# Reading density from a field gradient in TaN

Suppose a process engineer wants to judge the density of the crystal in a tantalum nitride part, pores left aside, from the electric field gradient at its tantalum nuclei. A quadrupole frequency measures that gradient, and a conversion rule must turn it into a volume. If the rule is wrong, so is the density. The simplest rule says that the gradient rises as the inverse of the volume, because squeezing brings the surrounding charges closer. The calculation below shows whether that rule may be used.

TaN (space group P-62m), measured cell (COD) scaled at fixed shape: Ansatz 0.2.0, PBEsol, scalar-relativistic, no spin, 6×6×9 k points, Fermi-Dirac smearing 0.01 eV. LAPW has a basis error of 1 meV/atom; all-electron PAW uses datasets made for the crystal and 500 to 520 eV; PAW uses default frozen-core datasets and 420 eV. Compression is positive; largest Vzz is the largest in size among the nuclei.

```csv
V/V(given),volume (Å³/atom),"pressure, LAPW (GPa)","largest Vzz, all-electron PAW (1e21 V/m^2)","largest Vzz, PAW (1e21 V/m^2)"
0.9400,10.66,18.50,-19.94,-21.99
0.9600,10.89,10.27,-19.26,-21.20
0.9800,11.12,2.87,-18.63,-20.46
0.9900,11.23,-0.55,-18.33,-20.11
1.0100,11.46,-6.87,-17.73,-19.43
1.0200,11.57,-9.79,-17.45,-19.09
1.0400,11.80,-15.18,-16.89,-18.46
1.0600,12.02,-20.02,-16.37,-17.85
```

Vzz is the second derivative of the electrostatic potential along the direction in which it is largest in size. It vanishes if the charge around a nucleus is arranged as in a cube, so it measures only the part of the charge that is spread unevenly over the directions; an evenly spread part does not show, however large it is. A negative sign means that, on balance, negative charge is gathered along that axis rather than around its waist, with near charge counting far more than distant charge. The column of largest Vzz belongs to two equivalent tantalum nuclei, as the site lists at V/V(given) 0.96 and 1.04 show.

## The compressed rows: the lattice alone is too slow

From 0.96 to 0.94 the volume falls by about 2%, while the all-electron gradient grows in size by about 3.5%. This is already at odds with the inverse-volume rule, which has a clear derivation. A charge q at distance r produces a gradient proportional to q/r³. The cell keeps its shape and the atoms keep their relative places, so every distance follows the cube root of the volume V, and r³ follows V itself. Fixed charges must therefore give a gradient proportional to 1/V at every nucleus.

A defender of this picture could point to the closed inner shells of the atom. They are distorted by an outside gradient and amplify it at the nucleus, which is called Sternheimer antishielding. In a heavy atom the amplification can be large, so the mere size of the calculated gradient does not refute point charges. A constant amplification, however, multiplies all rows alike and leaves the percentage growth unchanged. The growth is therefore the better test.

## The middle rows: the same slope near zero pressure

The pressure changes sign between 0.98 and 0.99, so the measured cell is slightly stretched from the viewpoint of this functional. If the extra growth came only from hard squeezing, it should fade here. It does not: from 0.99 to 1.01 the gradient loses about 3.3% of its size for a volume increase of 2%. The steep response thus belongs to the ordinary state of the crystal.

## The expanded rows: a law that fits too well

The last rows allow a full comparison over the whole range. Take the gradient at 1.06, which is 16.37 in size, and predict the one at 0.94. The volumes are 12.02 and 10.66 Å³ per atom, and their ratio is 1.128.

- Fixed charges: 16.37 × 1.128 = 18.5.
- Calculated, all-electron PAW: 19.9.

The lattice rule thus yields a growth of about 13%, where the calculation gives 22%.

A second explanation looks much better. Tantalum has d electrons, and in a simple model the coupling between d orbitals on neighbouring atoms falls as the inverse fifth power of their distance. If the uneven filling of the d orbitals, and with it the gradient, simply followed this coupling, the gradient would go as V^(−5/3). Starting again from 1.06, this law predicts 20.0 at 0.94, almost the calculated value, and it stays as close in the rows between. Its exponent comes from theory, and only the row at 1.06 sets its height.

A power law with a free exponent, fitted to all eight rows, gives V^(−1.64) and follows them to about 0.1%; the printed output after this text has the details. The nearness of 1.64 to 5/3 invites the conclusion that d–d coupling has been found at work. But the column follows one kind of nucleus, and many mechanisms can produce a smooth curve with a similar slope over so short a range. A law about distances has to be tried on other nuclei in the same crystal.

## Back to 0.96 and 1.04: the other nuclei decide

At these two volumes the all-electron PAW runs list the gradient at every nucleus. All distances shrink by the same fraction between them, so each law predicts one common percentage for the sites to which it applies. The changes in size on going from 1.04 to 0.96 are these:

| Nucleus or law | Change in size of the gradient |
|---|---|
| two equivalent Ta | +14% |
| third Ta | +34% |
| N | −5% |
| fixed charges, 1/V | +8% |
| d–d coupling, V^(−5/3) | +14% |

The third tantalum settles the matter for the d–d law in its simple form. It has the same d orbitals and the same relative shrinkage of distances, yet its gradient grows more than twice as fast as the law allows. The good match in the column holds for one kind of site only and is no proof of the law. Theory gives a reason for doubt too. If all couplings between d orbitals grew by one common factor and nothing else mattered, the bands would widen, but the filling of the orbitals would stay as it was.

The third tantalum also contradicts the picture of fixed charges, which allows a growth of only 8%. Nitrogen even goes the other way, but its gradient changes by only 0.07 in the units of the first table, and a finer k mesh could alter so small a shift. Two volumes are enough to show that the tantalum sites disagree on this k mesh, though not to establish a separate law for each site, and the size of the 34% has not been tested against a finer mesh either.

## What remains: the electron cloud at each site

The third explanation looks close to the nucleus. Because near charge counts as 1/r³, a small imbalance among the p or d orbitals of the atom itself can outweigh whole ions farther away. Electrons in orbitals along the axis push Vzz one way, and electrons in orbitals around the waist push it the other way. Squeezing strengthens the coupling between neighbouring atoms. This can shift electrons among the orbitals and change the shape of the orbitals themselves, by amounts that depend on where the neighbours sit.

The gradient is then a difference between opposing parts, and differences respond in surprising ways. Take two invented parts of 5 and −3, which leave 2. If squeezing raises the first by 20% and the second by 10%, the result is 6.0 − 3.3 = 2.7, a growth of 35%. If the two percentages are exchanged, the result is 5.5 − 3.6 = 1.9, a slight loss. Both parts grew in both cases, yet the sum behaved once like the third tantalum and once like nitrogen.

This explanation agrees with the site comparison and with the known weight of near charge, but the calculation does not divide the gradient into orbital parts. It is therefore argued from theory and not measured here. The argument about differences also shelters the rivals: a fixed-charge part and a d–d part of opposite sign have two free heights and can match any nucleus at two volumes, although the third tantalum would need two large parts that mostly cancel. The site comparison rules out each law on its own, not a mixture of them. Ions whose charges change with volume could also give different percentages at different sites. That would still mean that electrons move when the crystal is squeezed, which is the point on which the fixed-charge picture fails.

## The last column: right trend, wrong size

The default PAW files make the gradient about 10% too large at the smallest volume and 9% too large at the largest, relative to all-electron PAW. They nevertheless show almost the same growth, so the steep trend is not a product of these files. A possible source of the excess is the 4f shell of tantalum, which they hold frozen and which therefore cannot respond to its surroundings. The default files were also made with another functional, PBE, and were run with a lower cutoff, so this cause is plausible but not isolated.

For the engineer this difference has a price. A 10% error in the gradient, read through the fitted power law, becomes an error of about 6% in volume. Between these two methods relative changes agree better than absolute values, though not fully: the exponent is 1.737 from the end rows of default PAW against the fitted 1.641. Spin–orbit coupling is missing for a heavy atom and the k mesh of this metal was not tested for convergence; how far either affects the slope is not known from these runs.

## Which rule to use

For the two equivalent tantalum nuclei, a uniform volume change of 1% shifts the gradient by about 1.6% in the opposite direction. This rule holds within the range of the table and only for these nuclei. It also assumes that the atoms keep their relative places. The calculation leaves a force on nitrogen of about 0.2 eV/Å at 0.96 and of about 0.15 eV/Å in the opposite direction at 1.04. In a real crystal nitrogen would therefore shift in step with the volume, which is expected to alter the slope by an amount not computed here, so the rule needs relaxed positions before it is applied to a sample. A coating stressed in its plane changes shape as well as volume, and that case needs its own calculation. So does a crystal short of nitrogen, where the missing atoms change both the density and the surroundings of the tantalum nuclei.

The rock-salt form of TaN makes a useful contrast. In a perfect crystal of that form each nucleus has cubic surroundings, so the gradient is zero by symmetry and stays zero under uniform squeezing, however much the density changes. In a crystal of closed-shell ions with uneven surroundings, theory would expect a response nearer to 1/V, as long as the ions keep their charges and relative places and their electron clouds barely overlap. To guess the trend in another compound, ask first whether symmetry permits a gradient, and then whether bonding can shift electrons among the orbitals of that atom. The more it can, the less a rule based on distance alone deserves trust.

Printed output of the fit:

```
fit of lnG on 8 rows: coefficient of lnV -1.641 +/- 0.0063, constant 6.877 +/- 0.015; rms 0.000586, worst 1.06 0.000954, leave-one-out rms 0.000897
Exponent n in size of gradient ~ V^-n, all-electron PAW: 1.641
Largest misfit of the power law (percent): 0.09539
Exponent from the end rows, default PAW: 1.737
Size of largest gradient (1e21 V/m^2):
   row  all-electron PAW  1/V law  V^(-5/3) law
  0.94             19.94    18.46            20
  0.96             19.26    18.07          19.3
  0.98             18.63    17.69         18.64
  0.99             18.33    17.52         18.33
  1.01             17.73    17.17         17.72
  1.02             17.45    17.01         17.44
  1.04             16.89    16.68         16.88
  1.06             16.37    16.37         16.37
Growth from largest to smallest volume, all-electron PAW (percent): 21.81
Same growth by the 1/V law (percent): 12.76
Same growth by the V^(-5/3) law (percent): 22.16
Change of size from V/V(given) 1.04 to 0.96, two equivalent Ta (percent): 14.03
Same change, third Ta (percent): 33.76
Same change, N (percent): -5.101
Same change by the 1/V law, any site (percent): 8.356
Same change by the V^(-5/3) law, any site (percent): 14.31
Two-point exponent n, third Ta: 3.625
Two-point exponent n, N: -0.6523
Rough gradient of one bare charge one spacing away (1e21 V/m^2): 0.2539
Excess of default PAW over all-electron PAW, smallest volume (percent): 10.28
Excess of default PAW over all-electron PAW, largest volume (percent): 9.041
```
